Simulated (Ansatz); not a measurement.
# Ligand exchange: C2Cl4F2 + Cd(CH3)F → C2Cl3F3 + Cd(CH3)Cl

Species: C2Cl4F2 (1,1,1,2-tetrachloro-2,2-difluoroethane) `FC(F)(Cl)C(Cl)(Cl)Cl`, singlet; Cd(CH3)F, singlet; C2Cl3F3 (1,1,2-trichlorotrifluoroethane) `FC(F)(Cl)C(F)(Cl)Cl`, singlet; Cd(CH3)Cl, singlet. The partners trade Cl for F: C–Cl and Cd–F bonds give way to C–F and Cd–Cl.

Shapes, held fixed at every level: PBE0-D4/def2-TZVP. Flexible molecules stand in one conformer, not always the lowest. Programs: Ansatz 0.2.0. The zero-point and thermal change to 298 K, harmonic and unscaled (PBE0-D4/def2-TZVP), is +2.4 kJ/mol.

```csv
level,kind,ΔH(298 K) (kJ/mol),less CCSD(T)/def2-TZVPP
HF/def2-SVP,Hartree–Fock,-139.8,-51.5
HF/def2-TZVPP,Hartree–Fock,-128.4,-40.1
SPW92/def2-TZVPP,LDA,-88.3,0.0
wB97M-V/def2-TZVPP,range-separated hybrid,-92.0,-3.7
MP2/def2-SVP,perturbation theory,-94.1,-5.8
MP2/def2-TZVPP,perturbation theory,-78.2,+10.1
CCSD(T)/def2-TZVPP,coupled cluster or CI,-88.3,0.0
```

The highest level, CCSD(T)/def2-TZVPP, gives ΔH(298 K) = -88.3 kJ/mol; the levels span -139.8 to -78.2. The column of differences is taken from that level and isn't an error. No measured value is set beside it here. For atoms past krypton def2 sets carry core potentials with scalar relativity. Outer-core shells of Cd are correlated in most correlated rows, in sets that cover them unevenly.

Fluorine transfer from cadmium to carbon is clearly exothermic at every level, with -88.3 kJ/mol from CCSD(T). The driving force is the mismatch in the reactants: replacing C–Cl by C–F gains a short, strong, polar bond with good overlap between compact orbitals, and this outweighs the loss when the soft, polarisable cadmium centre exchanges fluoride for chloride. Relief of crowding at the CCl3 carbon probably helps a little.

Hartree–Fock exaggerates the exothermicity, so electron correlation favours the reactant side, on balance. MP2 in the larger basis overshoots this correction, and the coupled-cluster treatment takes part of it back. Enlarging the basis makes the reaction less exothermic with both Hartree–Fock and MP2, which suggests that the small set underdescribes the compact, fluoride-like charge in Cd–F. The exact match between LDA and CCSD(T) is most likely a cancellation of errors, not evidence of comparable accuracy. The direction of the exchange enthalpy is therefore secure, but it says nothing about the barrier to halogen transfer.
